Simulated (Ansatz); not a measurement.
SrCa: energy above lowest point against volume scale

Free energy against uniform scaling of the volume at fixed shape and fractions; periodic cell, basis, potentials, k mesh and filling as listed. The results are calculated, by Ansatz 0.2.0.

The cell before it is scaled or strained (space group R-3m, No. 166):
```
CELL_PARAMETERS angstrom
2.06740 1.19360 6.73500
-2.06740 1.19360 6.73500
0.00000 -2.38720 6.73500
ATOMIC_POSITIONS crystal
Sr 0.50000 0.50000 0.50000
Ca 0.00000 0.00000 0.00000
```

Settings of every row: functional r2SCAN; dispersion none; potentials PAW; wave cutoff 653.07 eV; density cutoff 2612.3 eV; k mesh 8x8x8; k shift 0x0x0; occupations fermi dirac; smearing width 0.1 eV; spin none.

Limits: coarse k mesh, up to 40 meV an atom off; the cell comes from a prototype or a list of computed structures and needn't be the stable phase.

| row | volume scale | V (Å³/atom) | energy above lowest point (meV/atom) |
| --- | --- | --- | --- |
| 1 | 0.9 | 44.873 | 24.6 |
| 2 | 0.925 | 46.119 | 13.2 |
| 3 | 0.95 | 47.366 | 5.5 |
| 4 | 0.975 | 48.612 | 1.2 |
| 5 | 1 | 49.859 | 0 |
| 6 | 1.025 | 51.105 | 1.5 |
| 7 | 1.05 | 52.352 | 5.6 |
| 8 | 1.075 | 53.598 | ? |
| 9 | 1.1 | 54.845 | 20.2 |

Question: what energy above lowest point should row 8 give?

Worked fit of energy above lowest point. Take u = (V_r/V)^(2/3) − 1 with V_r = 49.236 Å³ an atom, which is twice the finite (Eulerian) strain; such expansions in the strain, on which the Birch-Murnaghan equation of state is built, carry the rest volume and the bulk modulus. The shown rows have u = 0.06381, 0.04456, 0.02615, 0.00854, -0.00835, -0.02453, -0.04008, -0.0694. Least squares give energy above lowest point = 0.24 + 71.8 × u + 5014 × u² − 2404 × u³ meV/atom; a parabola predicts inner rows, each left out in turn, worse (root mean square 0.18 against 0.034 meV/atom). All shown rows lie on it to the printed digit. Its lowest point lies at u = -0.0071, or V = 49.77 Å³ an atom, and the curvature there gives the bulk modulus at fixed shape and fractions, B = (4/9)(1 + u)² E″(u)/V = 14.3 GPa. Letting shape and atoms relax would as a rule lower it, by much in layered, chain or molecular crystals. The withheld row has u = -0.05502, so the fit gives 0.24 + 71.8 × (-0.05502) + 5014 × (-0.05502)² − 2404 × (-0.05502)³ = 11.9 meV/atom.

The calculation gave 11.9 meV/atom. The fit meets it to the printed digit.
